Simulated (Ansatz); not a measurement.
**A ladder of methods for BH3Cl− (SMILES [BH3-]Cl)**

BH3Cl−: 5 atoms, total charge -1, spin state singlet. As SMILES, `[BH3-]Cl`. The coordinates come from a GFN2-xTB relaxation.

```xyz
5

B     0.0824   -0.0479    0.1359
Cl   -0.8459    0.4965   -1.3970
H     1.2231   -0.2546   -0.2031
H    -0.4601   -1.0514    0.5327
H     0.0005    0.8574    0.9314
```

Quantity: the energy change with the B1–H5 bond stretched from 1.208 to 2.416 Å, in eV. The values are calculated.

```
                      level                    kind  program  value (eV)  less FCI/STO-3G  CPU time (all runs)
     HF/STO-3G (restricted)            Hartree–Fock   Ansatz        6.49            +1.74               0.15 s
 r2SCAN/STO-3G (restricted)                meta-GGA   Ansatz        5.01            +0.26                4.1 s
   PBE0/STO-3G (restricted)           global hybrid   Ansatz        5.30            +0.55                1.7 s
wB97M-V/STO-3G (restricted)  range-separated hybrid   Ansatz        5.38            +0.63                 26 s
  wB97X/STO-3G (restricted)  range-separated hybrid   Ansatz        5.55            +0.80                7.8 s
RPA@PBE/STO-3G (restricted)                     RPA   Ansatz        4.68            -0.07                3.6 s
    MP2/STO-3G (restricted)     perturbation theory   Ansatz        5.51            +0.76               0.18 s
   CCSD/STO-3G (restricted)   coupled cluster or CI   Ansatz        4.81            +0.06               0.23 s
                 FCI/STO-3G      exact in the basis   Ansatz        4.75             0.00               0.89 s
```

FCI/STO-3G is exact within its basis and frozen core, so for wave-function methods in that basis the difference is their error; functionals converge differently with the basis, so for them it is only a difference. Spin-restricted single references rise too steeply as a bond breaks, Hartree–Fock most of all. Sets without diffuse functions describe the anion poorly. The first shape isn't each level's own minimum. The values span 4.68 to 6.49 eV. All rows use very small basis sets, so even the best lies far from the true value. CPU times are rough (shared hosts, several kinds of processor): they show what a rung costs within a factor of a few.

Correlation between the two electrons of the B–H bond dominates the spread. As the bond stretches, σ and σ* approach degeneracy, but a doubly occupied σ orbital keeps too much ionic character. MP2 removes more than half of the Hartree–Fock excess, yet still lies 0.76 eV above FCI, because a low-order expansion suits a shrinking orbital gap poorly. CCSD treats the pair's double excitation iteratively and comes within 0.06 eV, leaving little for higher excitations at this geometry.

RPA comes almost as close from below, which probably reflects some cancellation of errors rather than comparable rigour. Among the functionals, r2SCAN, the only one without exact exchange, gives the smallest rise. This suggests that semilocal exchange mimics part of the left–right correlation that exact exchange lacks, though the correlation functionals differ too. The stretch energy is not a dissociation energy, and it does not establish whether the bond would ultimately release a hydrogen atom or a hydride ion.
